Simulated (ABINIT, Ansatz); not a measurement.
**Ta3Cu: equilibrium volume by level of theory**

It takes space group I4/mmm (No. 139, tetragonal). Conventional cell: a = 4.013 Å, b = 4.013 Å, c = 8.416 Å, α = 90.00°, β = 90.00°, γ = 90.00°. Around Ta (site symmetry 4/mmm) lie 4 Cu at 2.84 Å and 8 Ta at 2.91 Å. Ta (site symmetry -4m2) is surrounded by 8 Ta at 2.84 to 2.91 Å and 4 Cu at 2.91 Å. Cu (site symmetry 4/mmm) has 12 Ta at 2.84 to 2.91 Å as nearest neighbours.

The cell comes from a database or a generator and needn't be the stable form of this composition.

```csv
rung,level,program and potentials,cutoff (eV),k mesh,smearing,core time,chip,equilibrium volume (Å³/atom),notes
GGA,revPBE,"Ansatz, Ansatz PAW",420,7 × 7 × 7,fermi-dirac 0.05,30 s,Arm Neoverse V2,17.22,"potentials made for PBE, which Ansatz adapts in part"
GGA,RPBE,"Ansatz, Ansatz PAW",420,7 × 7 × 7,fermi-dirac 0.05,36 s,Arm Neoverse V1,17.31,"potentials made for PBE, which Ansatz adapts in part"
GGA,BLYP,"Ansatz, Ansatz PAW",420,7 × 7 × 7,fermi-dirac 0.05,41 s,Arm Neoverse V2,17.58,"potentials made for PBE, which Ansatz adapts in part"
GGA,PBEsol,"Ansatz, Ansatz PAW",420,7 × 7 × 7,fermi-dirac 0.05,43 s,Arm Neoverse V1,16.36,"potentials made for PBE, which Ansatz adapts in part"
GGA,PBEsol,"Ansatz, Ansatz PAW",420,9 × 9 × 9,methfessel-paxton 0.1,53 s,Arm Neoverse V2,16.37,"potentials made for PBE, which Ansatz adapts in part"
GGA,revPBE,"Ansatz, Ansatz PAW",420,9 × 9 × 9,fermi-dirac 0.05,55 s,Arm Neoverse V2,17.23,"potentials made for PBE, which Ansatz adapts in part"
GGA,PBE,"Ansatz, Ansatz PAW",420,9 × 9 × 9,fermi-dirac 0.05,55 s,Arm Neoverse V2,16.99,-
GGA,RPBE,"Ansatz, Ansatz PAW",420,9 × 9 × 9,fermi-dirac 0.05,56 s,Arm Neoverse V2,17.33,"potentials made for PBE, which Ansatz adapts in part"
LDA,LDA,"Ansatz, Ansatz PAW",420,9 × 9 × 9,fermi-dirac 0.05,71 s,Arm Neoverse V2,15.92,"potentials made for PBE, which Ansatz adapts in part"
GGA,BLYP,"Ansatz, Ansatz PAW",420,9 × 9 × 9,fermi-dirac 0.05,73 s,Arm Neoverse V2,17.59,"potentials made for PBE, which Ansatz adapts in part"
meta-GGA,r2SCAN,"Ansatz, Ansatz PAW",500,9 × 9 × 9,fermi-dirac 0.05,2.4 min,Arm Neoverse V2,16.69,"potentials made for PBE, which Ansatz adapts in part"
LDA,LDA,"ABINIT, JTH PAW LDA v2.0",707,5 × 5 × 5,fermi-dirac 0.05,25 min,AMD EPYC 7R43 Zen 3,15.91,coarse mesh
```

Times are single runs on shared hosts and different chips, so they are rough; meshes, cutoffs and the tasks' sizes weigh on the time. Task: relaxation of cell and atoms. All rows: no spin polarisation. Smearing widths are in eV. For a metal such meshes aren't converged. Meshes differ between rows, which moves values too. Meshes are those of the run's cell of 4 atoms unless a note names another. Relaxations start from the cell shown or near it and stop with a little pressure left. Runs on faulty files, with rough fits or with known faults for this quantity aren't shown. No row holds spin-orbit coupling.

By rung: LDA 15.92; GGA 16.36 to 17.59; meta-GGA 16.69; LDA on coarse meshes 15.91 (Å³/atom).

The equilibrium volume follows the treatment of exchange and correlation, rising from 15.92 Å³/atom in LDA through PBEsol, r2SCAN, PBE, revPBE and RPBE to 17.59 Å³/atom in BLYP. Gradient corrections favour inhomogeneous densities, which weakens the overbinding of LDA and lengthens the metallic bonds, here carried largely by the partly filled Ta 5d shell. PBEsol softens this correction and so contracts the lattice relative to PBE, whereas revPBE and RPBE strengthen exchange enhancement and expand it. The large BLYP volume probably also reflects its correlation part, which doesn't recover the uniform electron gas, a poor starting point for a metal.

Where a functional was run on two meshes, the volume barely moves compared with the spread between functionals, so the broad ordering is unlikely to be a sampling effect. The close agreement of the two LDA programs is encouraging but may owe something to cancellation. Since copper and tantalum are nearly immiscible at equilibrium, a measured volume that could decide between the functionals is probably lacking for this ordered phase.
